**Question**

I have five conformers of a cyclobutane that carries SCH₃ on one face and, across the ring, CHF₂ on the other. The labels have come off the results. Can the dipoles and energies tell me which row is which shape?

Conformers of CS[C@H]1C[C@H](C(F)F)C1 without solvent, from PySCF 2.14.0 and tblite 0.8.0: PBE0-D3(BJ)/pcSseg-1 energies at GFN2-xTB geometries. Free energies and weights are for 298.15 K with GFN2-xTB quasi-harmonic terms; a mirror pair is listed once and its weight counts both forms. The torsions are C1-S2-C3-C4 and C4-C5-C6-F7. Candidates: 1, 5, 3, 2, 4.

| row | GFN2-xTB energy above its lowest (kcal/mol) | DFT energy above the lowest (kcal/mol) | free energy above the lowest (kcal/mol) | weight (%) | dipole (D) |
| --- | --- | --- | --- | --- | --- |
| A | 0.000 | 0.910 | 0.840 | 9.90 | 2.320 |
| B | 0.500 | 0.650 | 0.930 | 8.50 | 2.160 |
| C | 0.000 | 0.000 | 0.000 | 40.80 | 0.430 |
| D | 0.210 | 1.380 | 1.470 | 3.40 | 1.020 |
| E | 0.140 | 0.060 | 0.050 | 37.40 | 2.300 |

Both groups turn about their bond to the ring. Either the methyl group lies over the ring or it points outside, to the left or right. CHF₂ does the same with its hydrogen. Left and right are mirror images, so the nine combinations reduce to five shapes:

- **both-in**: methyl and the CHF₂ hydrogen both over the ring
- **methyl-in**: only methyl over the ring
- **H-in**: only the CHF₂ hydrogen over the ring
- **same-side**: both outside, on the same side
- **opposite-sides**: both outside, on opposite sides

I take each shape to occur once among the rows. This is an assumption: the search gave no warning and kept all five distinct minima it found, but it had started from nine force-field minima, and the matching count doesn't prove that each shape is there once. The makers of the data also caution, from tests on other systems, that a force-field rotamer can fall away in GFN2-xTB and be missing from the set. Each candidate is also labelled by two torsions in degrees. In no particular order, the pairs are (77,71), (-59,71), (-179,172), (52,47) and (-178,48).

**Answer**

Start with the dipoles, because they fall into two classes: C and D are small, while A, B and E all lie near 2.3 D. The sulfide group has its negative end at sulfur, pointing away from methyl. The CHF₂ group has its negative end at the fluorines, pointing away from its hydrogen. I take the ring as flat, so that the two bonds to the groups point in opposite directions. If methyl and the CHF₂ hydrogen also point in opposite directions, the group dipoles nearly cancel.

That happens in two shapes, both-in and opposite-sides. In the other three, one group is turned by 120° from this arrangement, which leaves the two dipoles almost perpendicular. With $\mu_S$ and $\mu_F$ for the group dipoles and $\gamma$ for the angle between them, the total is

$$\mu^2=\mu_S^2+\mu_F^2+2\mu_S\mu_F\cos\gamma .$$

Take rough, recalled moments of 1.5 D for a sulfide and 2.3 D for a CHF₂ group. Nearly opposed dipoles leave about $2.3-1.5=0.8$ D. Nearly perpendicular ones give about $\sqrt{1.5^2+2.3^2}\approx2.7$ D. The computed large dipoles are some 0.4 to 0.5 D lower, but the classes are plain. Within a class the model gives equal values, so it can't tell C from D.

Energy can. Same-side and opposite-sides differ only in how two groups on opposite faces of the ring are turned relative to each other, so their energies should be close. One belongs to the large dipoles and the other to the small ones. The pair that fits is E and C, only 0.06 kcal/mol apart in DFT. Hence C is opposite-sides, E is same-side, and D is both-in.

A and B remain, to be shared between H-in and methyl-in. Relative to the mean of C and E, A costs 0.88 and B costs 0.62 kcal/mol. Adding both costs to that mean predicts 1.53 kcal/mol for D, close to the computed 1.38. This supports D as the shape with both features, but the sum is the same if A and B are exchanged.

GFN2-xTB offers a hint. A methyl group crowded against the ring should cost energy in either method, and of these two rows only B lies above the lowest in both. That favours B as methyl-in. The hint is weak, since D also has methyl over the ring and yet lies only 0.21 kcal/mol up in GFN2-xTB.

The candidates' torsions now have to be matched to the shapes. The first is CH₃–S–C–C, the second C–C–C–F, and both use the same CH₂ group of the ring. Seen along a group's bond to the ring, the two neighbouring CH₂ groups stand closer together than they would in an open chain, because the ring angle is only about 90°. So a first torsion of 50 to 60° in size suggests methyl between them, over the ring, and a larger one suggests methyl outside. The sign can be either, since only one form of a mirror pair is listed. In (52,47) the equal signs put the fluorine over the ring too, so the hydrogen is outside and this is methyl-in. That leaves both-in for (-59,71). The second torsion follows only one fluorine. In (-179,172) and (77,71) that fluorine is outside on methyl's side, so the hydrogen must be elsewhere: these two are H-in and opposite-sides, in an order that the torsions leave open. Same-side is therefore (-178,48).

So D and E are well determined, and B is probably (52,47). C is clear as a shape, but its label could be either of the two open ones. A gets the other one, provided that B is right. Here are the labels:

The rows with their labels:

| number | torsions in degrees | mirror pair | GFN2-xTB energy above its lowest (kcal/mol) | DFT energy above the lowest (kcal/mol) | free energy above the lowest (kcal/mol) | weight (%) | dipole (D) |
| --- | --- | --- | --- | --- | --- | --- | --- |
| 1 | (-179,172) | yes | 0.000 | 0.000 | 0.000 | 40.80 | 0.430 |
| 2 | (-178,48) | yes | 0.140 | 0.060 | 0.050 | 37.40 | 2.300 |
| 3 | (77,71) | yes | 0.000 | 0.910 | 0.840 | 9.90 | 2.320 |
| 4 | (52,47) | yes | 0.500 | 0.650 | 0.930 | 8.50 | 2.160 |
| 5 | (-59,71) | no | 0.210 | 1.380 | 1.470 | 3.40 | 1.020 |

C is conformer 1, E is 2, A is 3, B is 4 and D is 5. Conformer 5 has no mirror partner because it is itself mirror-symmetric. Of the five shapes only both-in has this symmetry, which confirms D. The torsion of 52° supports B as the other shape with methyl over the ring, and so do the force-field energies of the search, which are high for conformers 4 and 5 alone. The open pair is settled by the dipole: conformer 1, with 0.43 D, must be opposite-sides, which leaves H-in for conformer 3. That last step relies on the dipole model and so doesn't test it.

Why H-in costs energy in DFT but not in GFN2-xTB is a matter for conjecture. With a fluorine over the ring, a C–F bond stands opposite the ring's C–H bond, which can donate electron density into it; H-in loses this contact. Electrostatics could act in the same direction. GFN2-xTB may underrate either effect; none of this was tested.

For practical use, treat conformers 1 and 2 as tied: their gap is within the noise of the energies. At room temperature the gas is then mostly a mixture of a nearly nonpolar and a distinctly polar form in similar amounts, and a polar solvent should favour the polar one. The flat ring is an assumption: the results here don't show how far the rings of the GFN2-xTB geometries pucker. Real cyclobutane rings usually pucker, which in a trans ring like this one makes one group axial and the other equatorial. Each shape could then split into two, so the weights need a check with better geometries. The output below compares the dipole model with all five rows and lists the energy costs.

Output of the analysis:

```
Group dipoles added as vectors, no fit:
  row  angle_between_groups_deg  model_dipole_D  computed_dipole_D   miss_D
    1                     175.3          0.8146               0.43   0.3846
    2                     93.35           2.672                2.3   0.3716
    3                     93.35           2.672               2.32   0.3516
    4                     93.35           2.672               2.16   0.5116
    5                     175.3          0.8146               1.02  -0.2054
Mean computed dipole of the two opposed shapes, D: 0.725
Mean computed dipole of the three other shapes, D: 2.26
Spread of the three large dipoles, D: 0.16
Weight of the two shapes with small dipole, %: 44.2
Rank correlation of dipole and DFT energy: 0.3
DFT cost of H of CHF2 over the ring (row 3 less mean of rows 1 and 2), kcal/mol: 0.88
DFT cost of methyl over the ring (row 4 less mean of rows 1 and 2), kcal/mol: 0.62
Row 5 predicted by adding both costs, kcal/mol: 1.53
Row 5 prediction less DFT value, kcal/mol: 0.15
GFN2-xTB cost of H of CHF2 over the ring, kcal/mol: -0.07
GFN2-xTB cost of methyl over the ring, kcal/mol: 0.43
Thermal terms and weights:
  row  free_less_DFT_kcal_mol  weight_from_free_energy_percent
    1                       0                            40.76
    2                   -0.01                            37.47
    3                   -0.07                            9.876
    4                    0.28                            8.484
    5                    0.09                             3.41
Cost of having no mirror copy, RT ln 2, kcal/mol: 0.4107
Row 5 free less DFT energy without the mirror term, kcal/mol: -0.3207
```
